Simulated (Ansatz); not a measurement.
# Ligand exchange: BH2(CH3) + AlH2(SH) → BH(CH3)(SH) + AlH3

Species: BH2(CH3), singlet; AlH2(SH), singlet; BH(CH3)(SH), singlet; AlH3 `[AlH3]`, singlet. The partners trade H for SH: B–H and Al–SH bonds give way to B–SH and Al–H.

Shapes, held fixed at every level: PBE0-D4/def2-TZVP. Flexible molecules stand in one conformer, not always the lowest. Programs: Ansatz 0.2.0. The zero-point and thermal change to 298 K, harmonic and unscaled (PBE0-D4/def2-TZVP), is -2.5 kJ/mol.

```json
{"level": "HF/def2-SVP", "kind": "Hartree–Fock", "ΔH(298 K) (kJ/mol)": "+24.3", "less CCSD(T)/CBS estimate": "+1.7"}
{"level": "HF/def2-TZVPP", "kind": "Hartree–Fock", "ΔH(298 K) (kJ/mol)": "+31.5", "less CCSD(T)/CBS estimate": "+8.9"}
{"level": "B3LYP-D4/def2-TZVPP", "kind": "global hybrid", "ΔH(298 K) (kJ/mol)": "+19.3", "less CCSD(T)/CBS estimate": "-3.3"}
{"level": "B2PLYP/def2-TZVPP", "kind": "double hybrid", "ΔH(298 K) (kJ/mol)": "+21.6", "less CCSD(T)/CBS estimate": "-1.0"}
{"level": "MP2/def2-TZVPP", "kind": "perturbation theory", "ΔH(298 K) (kJ/mol)": "+20.6", "less CCSD(T)/CBS estimate": "-2.0"}
{"level": "CCSD/def2-SVP", "kind": "coupled cluster or CI", "ΔH(298 K) (kJ/mol)": "+9.3", "less CCSD(T)/CBS estimate": "-13.3"}
{"level": "CCSD(T)/CBS estimate", "kind": "coupled cluster or CI", "ΔH(298 K) (kJ/mol)": "+22.6", "less CCSD(T)/CBS estimate": "0.0"}
```

The highest level, CCSD(T)/CBS estimate, gives ΔH(298 K) = +22.6 kJ/mol; the levels span +9.3 to +31.5. The column of differences is taken from that level and isn't an error. No measured value is set beside it here. The CBS estimate extrapolates MP2 from def2-TZVPP and def2-QZVPP and adds CCSD(T) − MP2 in the triple-zeta set, cores frozen.

The exchange is endothermic at every level, so thiolate on aluminium with hydride on boron is the enthalpically preferred pairing of these monomers. Aluminium is the more electropositive centre and gains more from a polar bond to sulfur, while boron forms a strong, nearly nonpolar bond to hydrogen that is costly to give up for Al–H. Donation from the sulfur lone pair into the empty boron p orbital works the other way and probably keeps the preference modest.

Correlation favours the products: in the same triple-zeta basis, the enthalpy falls from +31.5 kJ/mol with Hartree–Fock to +20.6 with MP2. Enlarging the basis raises the Hartree–Fock value, so the closeness of its small-basis result to the best estimate reflects cancelling errors, and the low CCSD value of +9.3 probably owes much to its small basis. The preference need not carry over to condensed phases, where hydride and thiolate bridges between aluminium centres would stabilise the two sides unequally.
